\section*{SLLOD dynamics and adiabatic planar Couette flow}

\subsection*{1. Premises and conventions}

(P1) $N$ classical particles, masses $m_i$, positions $\mathbf q_i=(x_i,y_i,z_i)$, short-ranged pair potential $\Phi=\sum\phi(r)$, forces $\mathbf F_i=-\partial\Phi/\partial\mathbf q_i$.
(P2) Imposed flow $\mathbf u=\gamma(t)\,y\,\mathbf e_x$. Here $\gamma$ is the strain \emph{rate}, zero for $t<0$, and $s(t)=\int_0^t\gamma\,dt'$ is the strain.
(P3) For $t<0$ the ensemble is canonical, $f_0=e^{-\beta H_0}/Z_0$, $H_0=\sum_i p_i^2/2m_i+\Phi$, $\beta=1/k_BT$.
(P4) No thermostat (adiabatic dynamics).
(P5) Cubic cell, $V=L^3$, with sliding images (Lees and Edwards 1972): image $\boldsymbol\nu$ of particle $j$ sits at $\mathbf q_j+L\boldsymbol\nu+L\nu_y s(t)\,\mathbf e_x$ and carries the same $\mathbf p_j$. The system is a fluid and $L$ exceeds all correlation lengths, so equilibrium averages do not depend on the cell shape $s$.

$P_{ab}$ is the pressure tensor (minus the stress):
\begin{equation}
VP_{ab}=\sum_i\frac{p_{ia}p_{ib}}{m_i}+\sum_{\rm pairs}r_a r_b\,w(r),\qquad w=-\frac{\phi'(r)}{r},
\label{P}
\end{equation}
where $\mathbf r$ is the pair separation, images included, and $w\mathbf r$ the pair force. The SLLOD equations (Evans and Morriss 1984) are
\begin{equation}
\dot{\mathbf q}_i=\frac{\mathbf p_i}{m_i}+\gamma y_i\mathbf e_x,\qquad
\dot{\mathbf p}_i=\mathbf F_i-\gamma p_{iy}\mathbf e_x .
\label{S}
\end{equation}

\subsection*{2. Newtonian form}

Differentiate the first of Eqs.~\eqref{S}, use $\dot y_i=p_{iy}/m_i$, and insert the second:
\begin{equation}
m_i\ddot{\mathbf q}_i=(\mathbf F_i-\gamma p_{iy}\mathbf e_x)+m_i\dot\gamma y_i\mathbf e_x+\gamma p_{iy}\mathbf e_x=\mathbf F_i+m_i\dot\gamma\,y_i\,\mathbf e_x .
\label{N}
\end{equation}
Conversely, define $\mathbf p_i=m_i(\dot{\mathbf q}_i-\gamma y_i\mathbf e_x)$; then \eqref{N} gives \eqref{S}. The two systems are the same dynamics in different variables.

\emph{Images.} An image with $\nu_y=1$ has $x'=x+Ls$, $y'=y+L$. Then $\dot x'=p_x/m+\gamma y'$, so it obeys \eqref{S}. Its acceleration is $\ddot x+L\dot\gamma$, which is what \eqref{N} assigns at height $y+L$. Newton's equations without the last term are compatible with (P5) only while $\dot\gamma=0$.

\emph{Step.} Let $\gamma(t)=\gamma\,\theta(t)$, so $\dot\gamma=\gamma\,\delta(t)$. Integrate \eqref{N} across $t=0$. The forces are finite, positions are continuous, and the laboratory velocity jumps by $\gamma y_i\mathbf e_x$. The right sides of \eqref{S} are finite, so $(\mathbf q,\mathbf p)$ and $f$ are continuous. The map $\mathbf p\to\mathbf v=\dot{\mathbf q}$ at fixed $\mathbf q$ is a shift with constant Jacobian. Hence
\begin{equation}
f(0^+)\propto\exp\Big\{-\beta\Big[\sum_i\tfrac12m_i|\mathbf v_i-\gamma y_i\mathbf e_x|^2+\Phi\Big]\Big\},
\label{LE}
\end{equation}
the local-equilibrium distribution for the profile $\gamma y\mathbf e_x$, and $m_i\ddot{\mathbf q}_i=\mathbf F_i$ for $t>0$.

\textbf{Result.} Every average computed with \eqref{S} from the canonical ensemble equals the average under pure Newtonian motion from \eqref{LE}. No expansion in $\gamma$ was made. For time-dependent $\gamma$ the equivalent system is Newtonian motion plus the body force $m_i\dot\gamma y_i\mathbf e_x$.

\subsection*{3. The mean profile stays linear}

Shift all particles by $\mathbf a(t)=\mathbf a_0+s(t)a_{0y}\mathbf e_x$ at fixed $\mathbf p$. Since $\dot{\mathbf a}=\gamma a_y\mathbf e_x$ and the forces depend on separations only, solutions of \eqref{S} map to solutions. $f_0$ is translation invariant, so $f(t)$ is too. The mean densities of mass and of $\mathbf p$ are therefore uniform. For $\mathbf\Pi=\sum_i\mathbf p_i$, with $\sum_i\mathbf F_i=0$: $\dot\Pi_y=\dot\Pi_z=0$, $\dot\Pi_x=-\gamma\Pi_y$. So $\langle\mathbf\Pi\rangle=0$ at all times. The mean laboratory momentum density is $\rho\gamma y\mathbf e_x$, and $\mathbf p$ is the peculiar momentum of the ensemble.

Hydrodynamic reading: $\mathbf u\cdot\nabla\mathbf u=\gamma y\,\partial_x\mathbf u=0$, so momentum balance is $\rho\dot\gamma y=-\partial_yP_{xy}+b_x$. The force in \eqref{N} has density $b_x=\rho\dot\gamma y$ and leaves $P_{xy}$ uniform. Between walls ($y=0$ at rest, gap $h$) there is no $b_x$, and a linear profile needs a stress difference
\begin{equation}
|\Delta P_{xy}|=\int_0^h\rho|\dot\gamma|\,y\,dy=\tfrac12\rho|\dot\gamma|h^2 .
\label{gap}
\end{equation}

\subsection*{4. Phase volume and energy}

The component $\dot x_i$ does not depend on $x_i$, $\dot p_{ix}$ does not depend on $p_{ix}$, and likewise for $y,z$. Thus $\Lambda=\partial_\Gamma\cdot\dot\Gamma=0$ and $f$ is constant along trajectories.

By \eqref{S} and (P5) each pair separation obeys $\dot{\mathbf r}=\mathbf p_i/m_i-\mathbf p_j/m_j+\gamma r_y\mathbf e_x$. Then
\begin{align}
\dot\Phi&=-\sum_i\mathbf F_i\cdot\frac{\mathbf p_i}{m_i}-\gamma\sum_{\rm pairs}r_xr_yw,\nonumber\\
\frac{d}{dt}\sum_i\frac{p_i^2}{2m_i}&=\sum_i\mathbf F_i\cdot\frac{\mathbf p_i}{m_i}-\gamma\sum_i\frac{p_{ix}p_{iy}}{m_i},\nonumber\\
\dot H_0&=-\gamma VP_{xy}.
\label{E}
\end{align}
$H_0$ is the internal energy, and $W=H_0(t)-H_0(0)=-V\int_0^t\gamma P_{xy}\,dt'$ is the work.

\subsection*{5. Response}

Since $f(\Gamma(t),t)=f_0(\Gamma(0))$ and $H_0(0)=H_0(t)-W$,
\begin{equation}
f(\Gamma,t)=\frac{1}{Z_0}\exp\Big[-\beta H_0(\Gamma)-\beta V\!\int_0^t\!\gamma(t')P_{xy}(\Gamma(t'))\,dt'\Big],
\label{K}
\end{equation}
on the trajectory that reaches $\Gamma$ at time $t$. Three consequences follow.

(a) $\langle e^{-\beta W}\rangle=Z_0^{-1}\int d\Gamma(0)\,e^{-\beta H_0(\Gamma(t))}=Z(s)/Z_0$, because $d\Gamma(0)=d\Gamma(t)$. This equals 1 whenever the image lattice returns to its initial shape, as after each full cycle of an oscillation. Convexity of the exponential gives $\langle W\rangle\ge0$.

(b) Write $\mathcal L=\dot\Gamma\cdot\partial_\Gamma$. Differentiating $\int Af\,d\Gamma$ at $t=0^+$ with \eqref{K} and (P5) gives
\begin{equation}
\langle\mathcal LA\rangle_0=-\beta\gamma V\langle AP_{xy}\rangle_0 .
\label{id}
\end{equation}

(c) To first order in $\gamma$, expand the exponential and use field-free trajectories in the integral. With $\langle P_{xy}\rangle_0=0$,
\begin{equation}
\langle P_{xy}(t)\rangle=-\int_0^tG(t-t')\gamma(t')\,dt',\qquad G(t)=\beta V\langle P_{xy}(t)P_{xy}(0)\rangle_0 .
\label{GK}
\end{equation}
For $s=s_0\sin\omega t$, $\gamma=\gamma_0\cos\omega t$, $\gamma_0=s_0\omega$, and $t$ beyond the decay of $G$, expand $\cos\omega(t-u)$:
\begin{equation}
-\langle P_{xy}\rangle=\gamma_0(\eta'\cos\omega t+\eta''\sin\omega t),\qquad \eta'+i\eta''=\int_0^\infty G(u)e^{i\omega u}du .
\label{osc}
\end{equation}
The moduli are $G''=\omega\eta'$, $G'=\omega\eta''$, and $|\eta^*|^2=\eta'^2+\eta''^2$. Integrating \eqref{E} over a period removes the $\eta''$ term and gives the work per volume and cycle,
\begin{equation}
w_{\rm c}=\pi\gamma_0^2\eta'/\omega=\pi s_0^2G''.
\label{heat}
\end{equation}
The ratio of the amplitude of \eqref{gap} to the stress amplitude $\gamma_0|\eta^*|$ is $(h/\delta)^2$, with $\delta^2=2|\eta^*|/\rho\omega$.

\subsection*{6. Doll's tensor equations}

The Hamiltonian $H_0+\gamma\sum_iy_ip_{ix}$ (Hoover and co-workers 1980) gives
\begin{equation}
\dot{\mathbf q}_i=\frac{\mathbf p_i}{m_i}+\gamma y_i\mathbf e_x,\qquad\dot{\mathbf p}_i=\mathbf F_i-\gamma p_{ix}\mathbf e_y .
\label{D}
\end{equation}
The relation of $\mathbf p$ to $\dot{\mathbf q}$ is as before, so a step again produces \eqref{LE}. Repeating step \eqref{N},
\begin{equation}
m_i\ddot{\mathbf q}_i=\mathbf F_i+m_i\dot\gamma y_i\mathbf e_x+\gamma\,(p_{iy}\mathbf e_x-p_{ix}\mathbf e_y).
\label{DN}
\end{equation}
The last force, equal to $m_i\gamma(\dot y_i\mathbf e_x-\dot x_i\mathbf e_y)+m_i\gamma^2y_i\mathbf e_y$, persists at constant $\gamma$. The motion after a step is not Newtonian.

\emph{Linear order.} The extra force is perpendicular to $\mathbf p_i$, so \eqref{E} is unchanged. The flow is Hamiltonian, so $\Lambda=0$. Eqs.~\eqref{K}--\eqref{heat} used only these facts and the dynamics at $\gamma=0$. The linear response is therefore identical. Beyond first order the trajectories inside \eqref{K} differ.

\emph{Second order.} Take a step, $B=P_{xx}-P_{yy}$, $\mathcal L=\mathcal L_0+\gamma\mathcal L_1$, with
\begin{equation}
\mathcal L_1^{S}=\mathcal D-\sum_ip_{iy}\partial_{p_{ix}},\qquad
\mathcal L_1^{D}=\mathcal D-\sum_ip_{ix}\partial_{p_{iy}},
\end{equation}
where $\mathcal D$ acts on each pair function as $r_y\partial_{r_x}$. Expand $\langle B(t)\rangle=\sum_k t^k\langle\mathcal L^kB\rangle_0/k!$. Reflection $x\to-x$ reverses $\gamma$ and leaves $B$ and $f_0$ fixed, so odd powers of $\gamma$ vanish. Reversal $\mathbf p\to-\mathbf p$ changes the sign of $\mathcal L_0$ and leaves $\mathcal L_1$, $B$, $f_0$ fixed, so odd powers of $\mathcal L_0$ vanish. Terms free of $\gamma$ vanish by isotropy. Hence
\begin{equation}
\langle B(t)\rangle=\tfrac12s^2\langle\mathcal L_1^2B\rangle_0+O(t^4),\qquad s=\gamma t .
\label{short}
\end{equation}
The kinetic part of $B$ feels only the momentum operator and the pair part only $\mathcal D$.

Kinetic part: $(p_y\partial_{p_x})^2(p_x^2-p_y^2)=2p_y^2$ and $(p_x\partial_{p_y})^2(p_x^2-p_y^2)=-2p_x^2$. With $\langle p_a^2\rangle_0=mk_BT$ and $n=N/V$, the contribution to $\langle\mathcal L_1^2B\rangle_0$ is $+2nk_BT$ (SLLOD) and $-2nk_BT$ (Doll's).

Pair part, writing $(x,y,z)$ for $\mathbf r$ and using $\partial_xw=xw'/r$:
\begin{align}
\mathcal D[xyw]&=y^2w+x^2y^2w'/r,\nonumber\\
\mathcal D^2[(x^2-y^2)w]&=2y^2w+(5x^2y^2-y^4)\frac{w'}{r}+(x^2-y^2)x^2y^2\frac1r\Big(\frac{w'}r\Big)' .
\end{align}
Angular averages are $\overline{y^2}=r^2/3$, $\overline{x^2y^2}=r^4/15$, $\overline{y^4}=r^4/5$, and the last term is odd under $x\leftrightarrow y$. The first line averages to $r^2w/3+r^3w'/15$ and the second to twice that. Eq.~\eqref{id} with $A=P_{xy}$ gives $G_\infty\equiv G(0)=-\langle\mathcal L_1P_{xy}\rangle_0=nk_BT+G^{c}$, with
\begin{equation}
G^c=-\frac1V\Big\langle\sum_{\rm pairs}\Big(\frac{r^2w}{3}+\frac{r^3w'}{15}\Big)\Big\rangle_0=\frac1{15V}\Big\langle\sum_{\rm pairs}(r^2\phi''+4r\phi')\Big\rangle_0 .
\end{equation}
The pair contribution to $\langle\mathcal L_1^2B\rangle_0$ is thus $-2G^c$. Inserting in \eqref{short},
\begin{equation}
\langle B\rangle_S=(2nk_BT-G_\infty)s^2,\quad\langle B\rangle_D=-G_\infty s^2,\quad\langle B\rangle_D-\langle B\rangle_S=-2nk_BT\,s^2 .
\label{N1}
\end{equation}
SLLOD reproduces Newtonian motion, so the last expression is the leading departure of Doll's dynamics from the exact normal stress difference. It comes from the momentum operators alone and holds for any $\Phi$. For a collisionless gas \eqref{N1} holds at all times: $p_x\to p_x-sp_y$ gives $B=+nk_BTs^2$, while $p_y\to p_y-sp_x$ gives $B=-nk_BTs^2$, and both give $P_{xy}=-nk_BTs$.

\subsection*{7. Molecules}

For CO$_2$, let site $\alpha$ of molecule $J$ have mass $m_\alpha$, and let the molecule have mass $M$, centre height $Y_J$, momentum $\mathbf\Pi_J$ and total force $\mathbf F_J$. Centre-of-mass SLLOD is
\begin{equation}
\dot{\mathbf q}_{J\alpha}=\frac{\mathbf p_{J\alpha}}{m_\alpha}+\gamma Y_J\mathbf e_x,\qquad
\dot{\mathbf p}_{J\alpha}=\mathbf F_{J\alpha}-\gamma\frac{m_\alpha}{M}\Pi_{Jy}\mathbf e_x .
\end{equation}
With $\dot Y_J=\Pi_{Jy}/M$, step \eqref{N} gives $m_\alpha\ddot{\mathbf q}_{J\alpha}=\mathbf F_{J\alpha}+m_\alpha\dot\gamma Y_J\mathbf e_x$. The field acts on the centre variables only, so rigid bonds are respected. Sections 2--5 carry over with $P_{xy}$ read as the element built from $\Pi_{Jx}\Pi_{Jy}/M$ and (centre separation)$_y\times$(intermolecular force)$_x$. The last relation in \eqref{N1} holds with $n$ the density of molecules. The first two used central forces between the sheared points and hold for a one-centre model.

Applying \eqref{S} to each atom gives a second exact scheme with a different drive. The body forces differ by $m_\alpha\dot\gamma(y_{J\alpha}-Y_J)\mathbf e_x$, a torque $-\dot\gamma\sum_\alpha m_\alpha(y_{J\alpha}-Y_J)^2$ about $z$. For isotropically oriented linear molecules with moment of inertia $I$ its mean is $-\dot\gamma I/3$. The torque density relative to the stress amplitude is $nI\omega/3|\eta^*|$.

\subsection*{8. Range of validity}

\begin{itemize}
\item Exact to all orders in $\gamma$, for all $t$, within (P1)--(P5). Classical motion requires $\hbar\omega\ll k_BT$ for the drive and for the motions that carry the stress.
\item Planar shear is special. For $\mathbf u=\mathsf A\mathbf q$, the equations $\dot{\mathbf q}=\mathbf p/m+\mathsf A\mathbf q$, $\dot{\mathbf p}=\mathbf F-\mathsf A\mathbf p$ give $m\ddot{\mathbf q}=\mathbf F+m(\dot{\mathsf A}+\mathsf A^2)\mathbf q$. Couette flow has $\mathsf A^2=0$; elongation does not, and a body force remains after a step.
\item For $\dot\gamma\neq0$ the equivalence is with a body-force-driven flow at zero wavevector. It describes a wall-driven gap only if $h\ll\delta$, with $h$ still large enough for wall layers to be negligible.
\item There is no steady state: by \eqref{E} the fluid heats. A thermostat term $-\zeta\mathbf p_i$ adds a non-Newtonian force and makes $\Lambda\ne0$; the theorem does not cover it.
\item Linearity of the profile is an ensemble statement. If single trajectories develop secondary flow, the kinetic term in \eqref{P} contains it.
\end{itemize}

\subsection*{9. Illustration: oscillatory shear of liquid CO$_2$}

\emph{Model.} One-centre particles whose stress is reset to equilibrium at rate $1/\tau$ and deforms affinely in between. The age $u$ then has density $e^{-u/\tau}/\tau$. With $\mathcal L_0$ absent the propagator is $e^{\Delta s\mathcal L_1}$, $\Delta s=s(t)-s(t-u)$, so $P_{xy}=-G_\infty\Delta s$ and \eqref{N1} apply with $s\to\Delta s$. Averaging $\Delta s$ over age and integrating by parts gives \eqref{GK} with $G=G_\infty e^{-t/\tau}$, so $\eta_0=G_\infty\tau$ and, with $\xi=\omega\tau$, $\eta'=\eta_0/(1+\xi^2)$, $\eta''=\xi\eta'$. The cycle mean of $\Delta s^2$ is $s_0^2(1-\cos\omega u)$, and its age average is
\begin{equation}
\overline{\Delta s^2}=s_0^2\,\xi^2/(1+\xi^2).
\end{equation}
Heating shifts the isotropic pressure at order $\gamma_0^2$ but alters $B$ only at order $\gamma_0^4$.

\emph{Inputs.} Chosen as typical of the saturated liquid near $T=250$ K: $\rho\approx1050$ kg\,m$^{-3}$, $\eta_0\approx0.15$ mPa\,s, $c_v\approx940$ J\,kg$^{-1}$K$^{-1}$. Molar mass 44.01 g\,mol$^{-1}$, oxygen mass 16.00 u, C--O distance about 1.16 \AA, bend about 667 cm$^{-1}$. Assumed: $\tau=0.15$ ps, hence $G_\infty=1.0$ GPa. Drive: $\omega/2\pi=100$ GHz, $s_0=0.05$, $L=4$ nm.

\emph{Scales.} $\omega=0.628$ ps$^{-1}$, $\gamma_0=0.0314$ ps$^{-1}$, $\xi=0.094$, $\gamma_0\tau=0.0047$ (linear regime), $\hbar\omega/k_BT=0.019$. Density $n=14.4$ nm$^{-3}$, $N\approx920$, $nk_BT=50$ MPa.

\emph{Linear response}, common to both schemes: $G''=93$ MPa, $G'=8.8$ MPa, stress amplitude 4.7 MPa.

\emph{Normal stress.} $\overline{\Delta s^2}=2.2\times10^{-5}$. The cycle mean of $P_{xx}-P_{yy}$ is $-20$ kPa with SLLOD and $-22$ kPa with Doll's. The difference is $-2.2$ kPa, or $2nk_BT/(G_\infty-2nk_BT)=11$ per cent. At fixed $\eta_0$ and small $\xi$ the Doll's value scales as the assumed $\tau$, and molecular alignment is omitted, so these model values fix orders of magnitude only. The equilibrium noise is far larger: a $45^\circ$ rotation gives $\langle B^2\rangle_0=4\langle P_{xy}^2\rangle_0=4k_BTG_\infty/V$, an rms of 15 MPa.

\emph{Role of the body force.} $\delta=0.67$ nm and $(L/\delta)^2=35$. Walls 4 nm apart could not impose this profile; the term $m\dot\gamma y$ is what keeps it linear. At 1 kHz, $\delta=6.7$ $\mu$m, and a sub-micrometre gap is homogeneous. With $I=2m_{\rm O}d^2=7.15\times10^{-46}$ kg\,m$^2$ ($d$ the C--O distance), the atomic and molecular drives differ by a torque density 0.014 times the stress amplitude.

\emph{Heating.} Eq.~\eqref{heat} gives $w_{\rm c}=0.73$ MJ\,m$^{-3}$ and $\Delta T=w_{\rm c}/\rho c_v=0.74$ K per cycle. Two neglected effects act in opposite directions. First, a slower tail in $G(t)$ lowers $\eta'$: a component with decay time 1 ps is reduced by the factor 0.72. If $G(t)\ge0$ then $\eta'\le\eta_0$, which bounds $\Delta T$ by 0.75 K at this $c_v$. Second, the two bending modes contribute $2(R/M)\,\vartheta^2e^{\vartheta}/(e^{\vartheta}-1)^2=125$ J\,kg$^{-1}$K$^{-1}$ to $c_v$, with $M$ the molar mass and $\vartheta=hc\tilde\nu/k_BT=3.84$. If they take up no energy during the run, or the molecule is rigid, $\Delta T=0.86$ K. The heating rests on $\eta_0$, $\rho$ and $c_v$, which were chosen to be typical, so it is a consequence of those inputs and no test of them. In the model with the full $c_v$, the adiabatic run drifts by 10 K in about 13 cycles, and this limits the window in which it samples the starting state.